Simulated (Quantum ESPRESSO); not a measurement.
# Net moment and magnetic energy of ferromagnetic YCo5 under a change of axial ratio at fixed volume, in LDA

Stretching YCo5 along its hexagonal axis pulls the cobalt layers apart and squeezes the atoms within each layer, so it is not obvious whether the magnetism should gain or lose. The question matters because YCo5 belongs to a family of permanent-magnet materials, and films or grains of such magnets are often strained. I follow the net spin moment per Co atom and the energy gained by magnetism, the latter measured against a run without spin polarisation in the same cell. The distortion is called tetragonal, but here it only changes the axial ratio and the cell stays hexagonal. A ferrimagnetic start ran out of time at every distortion, so the gain says nothing about competing magnetic orders.

## Computational details

One system, YCo5 (CaCu5-type, P6/mmm), 6 atom(s) a primitive cell, from measured cells of the Crystallography Open Database (measured order: ferro (arxiv:1708.00288)). Quantum ESPRESSO 7.5, plane waves with GBRV 1.5 LDA pseudopotentials, cutoff 544 eV, Fermi-Dirac smearing of 0.1 eV, k meshes whose coarsest spacing along a reciprocal vector is 0.19 to 0.21 1/Å over all runs (2π included). Functional: LDA, no Hubbard U; collinear spins, no spin-orbit coupling. Atoms stay at fixed fractions of the cell and the mesh divisions are held. In the given cell the shortest lattice vector along z is 3.976 Å long and the shortest in the xy plane 4.942 Å. At each point the moments on Co are started parallel and without spin polarisation. Runs that did not converge or carry a known fault are not listed. The same in all rows: metal or insulator in the run from the parallel start, judged by its smearing entropy or density of states at the Fermi energy (a gap under a few smearing widths counts as a metal): metal.

Notes on method and selection:

- Each state is what a run reaches from typed starting moments; only a few collinear orders were started, so the lowest found need not be the ground state. Spin-orbit coupling is left out of these energies, which are free energies at the smearing width. A magnetic atom is one that was given a starting moment.
- Site moments count the spin inside each program's own atomic sphere, so they depend somewhat on its radius and leave out the spin between the spheres.
- A cell is blank where the run behind it was not made, did not finish, lost its pattern of moments or is not comparable with the others.
- Quantum ESPRESSO sets the radius of an element's spheres to about 0.41 of its shortest distance to a neighbour, so it changes from cell to cell and the site moment with it.
- A measured moment is set beside the table only where the run ends ferromagnetic and the measured order is ferromagnetic too.
- Runs that did not converge, have known faults or may not be shown are not listed, and runs on Ansatz's PAW sets soft_1 and soft_2 are kept to separate tables.

Columns:

- tetragonal distortion: factor on the z length of the cell at fixed volume.
- moment (μB): largest site spin moment reached from the parallel start.
- magnetic distance (Å): shortest distance between magnetic atoms.
- net moment (μB): net spin moment of that run per magnetic atom.
- magnetic energy gain (meV): energy of the run without spin polarisation less that of the parallel start, per magnetic atom (positive: magnetism is favoured).
- energy (meV per atom): free energy of the run from the parallel start less that in the given cell, per atom of any kind (the energy–volume or strain-energy curve, whose curvature gives an elastic modulus).

Input lines of one member:

```
&SYSTEM
  ecutwfc = 40
  ecutrho = 280
  nbnd = 65
  occupations = 'smearing'
  smearing = 'fd'
  degauss = 0.00734986
  nspin = 2
  starting_magnetization(1) = 0
  starting_magnetization(2) = 0.1176
/
&ELECTRONS
  conv_thr = 1.2d-08
  mixing_beta = 0.3
/
K_POINTS automatic
8 8 8 0 0 0
```

Command (options for logging and memory left out): `pw.x -in pw.in`

## Data

| member | tetragonal distortion | moment (μB) | magnetic distance (Å) | net moment (μB) | magnetic energy gain (meV) | energy (meV per atom) |
| --- | --- | --- | --- | --- | --- | --- |
| 0.92 | 0.92 | 1.61 | 2.357 | 1.4484 | 136.1 | 37.0 |
| 0.96 | 0.96 | 1.58 | 2.400 | ? | ? | ? |
| 1 | 1.00 | 1.55 | 2.447 | 1.4280 | 132.8 | 0.0 |
| 1.04 | 1.04 | 1.57 | 2.423 | 1.4190 | 143.7 | 19.7 |
| 1.08 | 1.08 | 1.60 | 2.378 | 1.4215 | – | 65.3 |

Cells marked ? are withheld until the estimate has been made.

## The trend and its physics

The net moment hardly responds. Its largest and smallest shown values, at 0.92 and 1.04, differ by 1.4484 − 1.4190 = 0.0294 μB, about 2 % of the moment. From 0.92 to 1.00 the slope is (1.4280 − 1.4484) / 0.08 = −0.255 μB per unit of distortion. The rise of 0.0025 μB from 1.04 to 1.08 is too small for me to give it a cause.

The site moments move more. Between 1.00 and 1.08 the largest one, on the pure Co layer, rises from 1.55 to 1.60 μB. With three such atoms in the cell that adds 3 × 0.05 = 0.15 μB, yet the net moment of the cell changes by 5 × (1.4215 − 1.4280) = −0.03 μB. The rest of the cell must therefore lose about 0.18 μB, and the Co atoms in the plane of Y do move the opposite way. This is what I expect of a nearly full majority 3d band: the electron count then holds the total moment almost fixed, while strain shifts minority-spin holes from one site to the other.

The energy gain does not follow the moment. From 1.00 to 1.04 it rises by 143.7 − 132.8 = 10.9 meV per Co atom, although the net moment falls slightly. In a Stoner picture the gain is roughly $Im^2/4$ less the band energy spent on splitting the spins, with $I$ the exchange parameter and $m$ the moment. At fixed $I$ the first term shrinks here, so the band cost must have fallen. A higher density of states near the Fermi energy in the unpolarised metal would do that, but the table does not show it.

Magnetism also makes this elongation cheaper. The extra gain is 10.9 × 5 / 6 = 9.1 meV per atom of any kind, so without spin polarisation the step to 1.04 would cost 19.7 + 9.1 = 28.8 meV per atom instead of 19.7.

## Prediction

Plain estimates from the members shown:

- 0.96, straight-line interpolation between 0.92 and 1: w = (0.96 − 0.92) / (1.00 − 0.92) = 0.500, so 1.4484 + 0.500 × (1.4280 − 1.4484) = 1.4382 μB

For the cell at 0.96 I take the straight line between its two neighbours, which gives 1.4382 μB.

The other columns give no sign of a jump in between. The largest site moment at 0.96 is 1.58 μB and sits on the Co atoms in the plane of Y, as it does at 0.92, where it is 1.61 μB. In the given cell those atoms carry no more than 1.55 μB, because the largest moment there belongs to the other layer. Their moment thus falls steadily as the flattening is undone.

I see no reason to shift the estimate for curvature. The slope from 1.00 to 1.04 is (1.4190 − 1.4280) / 0.04 = −0.225 μB per unit, close to the −0.255 found between 0.92 and 1.00. The clear bend comes only beyond 1.04, on the elongated side.

The same route can be tried on the cell at 1.04, which lies midway between shown neighbours at the same spacing. The line gives (1.4280 + 1.4215) / 2 = 1.4248 μB against 1.4190 μB in the table, a miss of 0.006 μB. That trial includes the bend, so it may be harsher than the case at hand, but it is the only one available at this spacing and I take its miss as one standard deviation.

**Committed estimate, 0.96: net moment = 1.438 ± 0.006 μB.**

## Check

| member | tetragonal distortion | moment (μB) | magnetic distance (Å) | net moment (μB) | magnetic energy gain (meV) | energy (meV per atom) |
| --- | --- | --- | --- | --- | --- | --- |
| 0.96 | 0.96 | 1.58 | 2.400 | 1.4438 | 129.6 | 6.3 |

| member | estimate | net moment (μB) | computed | estimate − computed | miss in error bars |
| --- | --- | --- | --- | --- | --- |
| 0.96 | committed | 1.4380 | 1.4438 | −0.0058 | 1.0 |
| 0.96 | interpolation | 1.4382 | 1.4438 | −0.0056 |  |

The computed net moment at 0.96 is 1.4438 μB per Co atom. My 1.438 ± 0.006 lies 0.0058 μB too low, just inside its error bar, and is no better than the plain interpolation, from which it differs only by rounding.

The expectation of no jump held, and the trial on the cell at 1.04 gave the right size of error. My case against curvature failed. The slope is (1.4438 − 1.4484) / 0.04 = −0.115 μB per unit of distortion from 0.92 to 0.96, but (1.4280 − 1.4438) / 0.04 = −0.395 from there to 1.00. The −0.255 I had relied on was the average of two unequal halves.

My explanation of the site moments, that strain shifts minority-spin holes from one Co site to the other, does not hold either. The charges in the atomic spheres show both spins taking part to a similar degree: as the cell is stretched, the Co atoms in the plane of Y lose majority electrons relative to those in the pure Co layer and gain minority ones, and little net charge passes between the two sites. Strain does move moment between the sites more than it changes the total, but a nearly steady total does not by itself show that the majority 3d band is nearly full. Why the changes on the two sites so nearly cancel remains open. I would not read band structure into a bend of 0.006 μB, which k-point sampling might also produce.

## Outliers

In the net moment no cell stands out: a straight line through all five leaves at most about 0.005 μB, at 1.04.

The energy gain is less even. At 1.04 it is 143.7 meV per Co atom, 7.6 above the next highest value, although the net moment there is the smallest of the five. The likeliest reason is the unpolarised metal used as reference. Judged by its smearing entropy, its density of states near the Fermi energy is highest at 1.04 and lowest at 0.96, where the gain is also lowest, at 129.6 meV. A high density of states makes it cheaper to split the spins, which supports the Stoner argument I made earlier.

This does not order all four cells. The gain at 0.92 exceeds that at 1.00 by 3.3 meV without a higher density of states, and the larger net moment at 0.92 may account for it.

## Conclusions

Between 0.92 and 1.08 the net moment stays within 0.03 μB per Co atom. Stretching along the axis lowers it slightly up to 1.04, while the energy gained by magnetism, known for all cells but 1.08, is smallest at 0.96 and largest at 1.04, so the two do not rise and fall together. Interpolating each inner cell from its two neighbours misses by 0.005 μB (root mean square), against 0.013 μB for the mean of the other cells.

The energies also give a stiffness. Around the given cell the curvature is (6.3 + 19.7) / 0.04² = 16250 meV per atom, and the volume is 0.866 × 4.942² × 3.976 / 6 = 14.0 Å³ per atom. Hence $C_{33} + (C_{11}+C_{12})/2 - 2C_{13}$ is about 16250 / 1000 / 14.0 × 160.2 = 186 GPa, where 1000 turns meV into eV and 160.2 turns eV/Å³ into GPa. It belongs to the measured volume, which is larger than LDA itself would choose, so it is probably lower than at the LDA volume.

Spin-orbit coupling would add an orbital moment parallel to the Co spin, which is left out here and probably exceeds the whole spread of the net moment.

[Logs are printed without paths, hosts, clocks, repeated set-up lines and the standing remarks that a program may print on its own settings, such as how far it seeks lower states.]
